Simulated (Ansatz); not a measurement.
# A correction line for PBE-D4/def2-TZVPP: vertical ionisation energy

The vertical ionisation energy (cation less neutral) in eV of 7 fluorocarbon molecules: x at PBE-D4/def2-TZVPP, y at CCSD(T)/def2-TZVPP. Shapes, held fixed at every level: PBE0-D4/def2-TZVP. Flexible molecules stand in one conformer, not always the lowest. Programs: Ansatz 0.2.0.

| molecule | x (eV) | y (eV) |
| --- | --- | --- |
| C5H6F2 (SMILES FC1=CCCC1F) | 9.48 | 9.91 |
| C4H3F5 (SMILES C/C(F)=C(\F)C(F)(F)F) | 9.87 | 10.41 |
| C2H2F2 (1,2-difluoroethene) | 10.09 | 10.41 |
| C2H2F2 (vinylidene fluoride) | 10.30 | 10.55 |
| C4H3F5 (SMILES FC/C(F)=C\C(F)(F)F) | 10.62 | 11.16 |
| C4H6F4 (SMILES FCC(F)C(F)CF) | 10.70 | ? |
| C4H6F4 (SMILES CC(F)(F)C(F)CF) | 10.91 | 12.25 |

Task: Fit y = c + s·x to the known rows and predict y for C4H6F4 (SMILES FCC(F)C(F)CF).

Result: 
1. Means of the 6 rows: x = 10.2117, y = 10.782.
2. Σ(Δx)² = 1.3291, Σ(Δx·Δy) = 1.9694, so the slope is 1.9694/1.3291 = 1.4818.
3. Intercept: 10.782 − (1.4818) × 10.2117 = -4.350. The largest residual of the fit is 0.43.
4. C4H6F4 (SMILES FCC(F)C(F)CF): -4.350 + 1.4818 × 10.70 = 11.51 eV.

CCSD(T)/def2-TZVPP gives 12.19 eV, so the prediction is off by -0.68 eV, more than the largest residual. Uncorrected, PBE-D4/def2-TZVPP misses C4H6F4 (SMILES FCC(F)C(F)CF) by -1.49 eV, and the other rows by 0.57 on average. The line removes about 55 % of this miss. Left out in turn, the other rows are missed by 0.43 eV on average, hardly better than no correction. Cations run unrestricted.

The failed prediction reflects two kinds of ionisation forced onto one line. In the five alkenes the electron leaves mainly the C=C π orbital, and PBE falls short of CCSD(T) by a modest, fairly even amount. The two C4H6F4 molecules are saturated, so the hole must form in the σ framework, with C–C, C–H and fluorine lone-pair character mixed in, and the shortfall is much larger. PBE probably spreads this hole too widely over the many close-lying σ orbitals and so makes the cation too stable.

The PBE value alone cannot tell the classes apart: 10.62 eV for an alkene and 10.70 eV for the predicted molecule correspond to 11.16 and 12.19 eV with CCSD(T). The steep slope therefore comes largely from the single saturated molecule in the fit, not from an error that grows steadily with ionisation energy. The data support separate corrections for π and σ ionisation, but one fitted saturated molecule can suggest only an offset for its class, not a slope.
